Can the static dielectric constant of a crystal, and its change under pressure, be read from the two highest vibration frequencies? In a polar crystal the link is real. When the ions move along the direction in which a long wave travels, they set up an electric field that pulls them back, so this longitudinal vibration is faster than its transverse partner. The same ionic displacement also screens a static field. For this silica framework of corner-linked tetrahedra, however, the quick reading fails, in size and in trend.

Zone-centre phonons and dielectric constants of SiO2 (space group I-42d, 6 atoms per cell) by linear response in Ansatz 0.2.0, with the LDA functional, scalar-relativistic PAW, a plane-wave cutoff of 420 eV and no spin polarisation. Only the longitudinal frequencies include the long-range electric field; the dielectric constants are averages over the three axes.

```tsv
volume per atom (Å³)	applied pressure (GPa)	k mesh	volume over rest	lowest phonon frequency (cm⁻¹)	highest phonon frequency (cm⁻¹)	highest longitudinal frequency (cm⁻¹)	dielectric clamped	dielectric relaxed
11.79	6	8×8×8	none	208.1	1061.0	1215.1	2.55	4.43
13.45	2	8×8×8	none	168.8	1088.8	1219.4	2.36	4.09
14.44	n/a	8×8×8	0.98	144.1	1112.9	1228.9	2.27	3.96
14.73	0	8×8×8	none	136.3	1120.0	1232.2	2.25	3.93
14.74	0	6×6×6	none	135.8	1120.5	1232.5	2.25	3.93
15.03	n/a	8×8×8	1.02	127.7	1127.5	1235.8	2.23	3.90
```

### The one-mode estimate and its failure

Suppose that a single polar vibration did all the work. Let $\omega_T$ and $\omega_L$ be its transverse and longitudinal frequencies, $\varepsilon_\infty$ the dielectric constant with the atoms clamped and $\varepsilon_0$ the one with the atoms relaxed. A strength $A$ measures how much dipole the vibration carries. The field raises the squared frequency by $A/\varepsilon_\infty$, and the static response of the ions adds $A/\omega_T^2$ to the dielectric constant:

$$\omega_L^2=\omega_T^2+\frac{A}{\varepsilon_\infty},\qquad \varepsilon_0=\varepsilon_\infty+\frac{A}{\omega_T^2}.$$

Eliminating $A$ gives the Lyddane–Sachs–Teller relation for one mode, $\varepsilon_0/\varepsilon_\infty=(\omega_L/\omega_T)^2$. In the table, the highest phonon frequency leaves out the long-range field, so it stands for $\omega_T$ here, and the dielectric constants are averages over the three axes.

For the crystal at rest on the finer mesh (14.73 Å³ an atom), the two highest frequencies give $(1232.2/1120.0)^2=1.21$. Multiplied by the clamped constant this predicts $1.21\times2.25=2.72$, while the calculation gives 3.93. The estimate thus finds less than a third of what the moving ions contribute.

The trend is a second alarm. Between the most expanded and the densest crystal the squared frequency ratio climbs from 1.20 to 1.31, whereas the ratio of the dielectric constants stays close to 1.74 in all rows. Both sides come from the same calculation, so neither the density functional nor the PAW datasets, which were made for PBE rather than LDA, can explain the mismatch. What fails is the double assumption that one polar vibration does all the work and that the two columns describe it.

### Two columns, several vibrations

The infrared strengths of the individual modes show what the columns contain. In every row but the densest, the highest phonon frequency belongs to a single mode that carries no dipole. Such a mode sets up no long-range field and has no longitudinal partner at a higher frequency. The polar vibration that does have one lies lower, by 36 cm⁻¹ in the most expanded crystal.

Compression lowers both, but the silent mode falls faster and ends up below the polar one. In the densest crystal the highest transverse vibration is therefore polar, with its dipole in the plane perpendicular to the $c$ axis. By then the highest longitudinal vibration has also changed: it points along $c$ at the two smallest volumes and lies in the plane at the others. Neither column marks its change of identity.

This explains the apparent splitting, the difference of the two columns, which grows by 42 % from the most expanded to the densest crystal. When each longitudinal vibration is compared with its own transverse partner, the splitting in the plane shrinks by 8 % and the one along $c$ grows by 9 %. Most of the apparent growth comes from subtracting vibrations that are not partners, above all from the rapid fall of the silent mode. The ionic part of the dielectric constant does grow, but only from 1.67 to 1.88, so the column difference is no measure of it.

The softening itself points to folding of the framework. The highest modes are expected to stretch the Si–O–Si bridges, with the oxygen moving roughly along the line between its two silicon neighbours. The bridge angles under pressure are not listed, but in this structure the cell edges alone fix the distance between linked silicon atoms. From the crystal at rest to the densest one it falls by about 7 %. The stiff Si–O bonds can hardly shorten that much at 6 GPa, so the bridge angle must close. The bonds then point less directly along the line and resist the motion less.

This also suggests why the silent mode falls faster. By symmetry only oxygen should move in it, and with bonds of fixed length and stiffness its frequency should then follow the silicon distance. It does so closely, with a fall of about 6 %. In the polar modes silicon recoils against the oxygen, which is expected to add a part to the squared frequency that depends less on the bridge angle.

### Why the correct pair is still not enough

Choosing the proper partners repairs only part of the error. Along $c$ in the crystal at rest, the upper polar pair gives a squared frequency ratio of 1.30, but the dielectric ratio in that direction is 1.81. The missing part belongs to a second polar vibration at much lower frequency, 426 cm⁻¹.

A static field pushes the ions steadily, and where the restoring force is soft they move far. Each vibration therefore counts with its strength divided by its squared frequency, and the relation for the static constant becomes a sum over all polar modes $j$ of one direction:

$$\varepsilon_0=\varepsilon_\infty+\sum_j\frac{A_j}{\omega_j^2}.$$

The lower mode along $c$ has only about 0.3 times the strength of the upper one, but its squared frequency is some six times smaller. It thus supplies nearly twice as much static response. The splitting at the top of the spectrum, in contrast, is governed mainly by the strong upper mode and hardly registers the lower one.

The frequency-dependent form of this sum, with $\omega_j^2$ replaced by $\omega_j^2-\omega^2$, vanishes at the longitudinal frequencies. Evaluated separately in the plane and along $c$, without adjustable parameters, it reproduces the highest longitudinal frequency of every row to within 0.1 cm⁻¹, as the printed analysis shows. Because it uses the calculated mode strengths, this agreement confirms which vibration stands in the column. It is no independent test of the calculated forces or charges.

### The same trap at the low end

One might instead look to the lowest vibration, since a soft mode can dominate a static response. Its frequency rises by 63 % from the most expanded to the densest crystal, so at fixed strength its share of the dielectric constant should drop. In fact its contribution in the plane grows from 0.09 to 0.31. The strength of the mode per cell increases about sevenfold, and the smaller volume of the cell adds a factor of 1.27. Together they outweigh the stiffening.

The strengths of all polar modes in the plane, added together, fall by 15 % over the same range, so a general growth of the ionic charges is not the reason. More likely, folding mixes more polar motion into this vibration, but the atomic displacements that would settle the matter are not given. The lesson is the same as at the top of the spectrum: a frequency tells how stiff a motion is, and only the strength tells how much dipole it carries.

For a crystal such as rock salt, with one polar vibration in each direction, the one-mode relation is sound. It should fail wherever bond bending and bond stretching both carry a dipole, as they do in silicate frameworks. In the densest row both columns have changed their vibration, but that row should not be taken as a forecast for real silica at 6 GPa: the symmetry was held during compression, and cristobalite, the silica mineral whose tetrahedra are linked in this way, has a different symmetry at room temperature even without pressure.

Output of the analysis:

```
One-mode reading of the columns:
    row  column gap in cm-1  squared frequency ratio  relaxed over clamped dielectric constant
  11.79               154.1                    1.312                                     1.737
  13.45               130.6                    1.254                                     1.733
  14.44                 116                    1.219                                     1.744
  14.73               112.2                     1.21                                     1.747
  14.74                 112                     1.21                                     1.747
  15.03               108.3                    1.201                                     1.749
Upper polar modes by direction in cm-1:
    row  longitudinal in plane  longitudinal along c  splitting in plane  splitting along c  inactive singlet less polar doublet
  11.79                   1194                  1215               133.5              166.3                               -10.24
  13.45                   1217                  1219               138.3              155.6                                10.38
  14.44                   1229                  1228                 142              152.7                                26.02
  14.73                   1232                  1231               143.3              152.4                                31.06
  14.74                   1233                  1231               143.4              152.3                                31.29
  15.03                   1236                  1234               144.6              152.1                                36.31
Lattice part of the dielectric constant:
    row  in plane  along c  from lowest doublet in plane  upper mode share in plane in percent  upper mode share along c in percent
  11.79     1.692    2.251                         0.309                                 33.09                                36.45
  13.45     1.607    1.967                        0.1791                                  35.2                                35.15
  14.44     1.603    1.852                        0.1236                                 35.52                                34.75
  14.73     1.607    1.826                        0.1082                                 35.54                                34.68
  14.74     1.608    1.825                        0.1077                                 35.53                                34.67
  15.03     1.613    1.801                       0.09335                                 35.51                                34.61
Change of the column gap from 15.03 to 11.79 A3 an atom in percent: 42.29
Change of the true splitting in plane over the same range in percent: -7.702
Change of the true splitting along c over the same range in percent: 9.326
Squared frequency ratio of the correct upper pair along c at 14.73: 1.302
Relaxed over clamped dielectric constant along c at 14.73: 1.809
Rise of the lowest frequency from 15.03 to 11.79 in percent: 62.96
Factor by which the strength of the lowest doublet grows from 15.03 to 11.79: 6.896
Largest miss of the rebuilt highest longitudinal frequency in cm-1: 0.07546
```
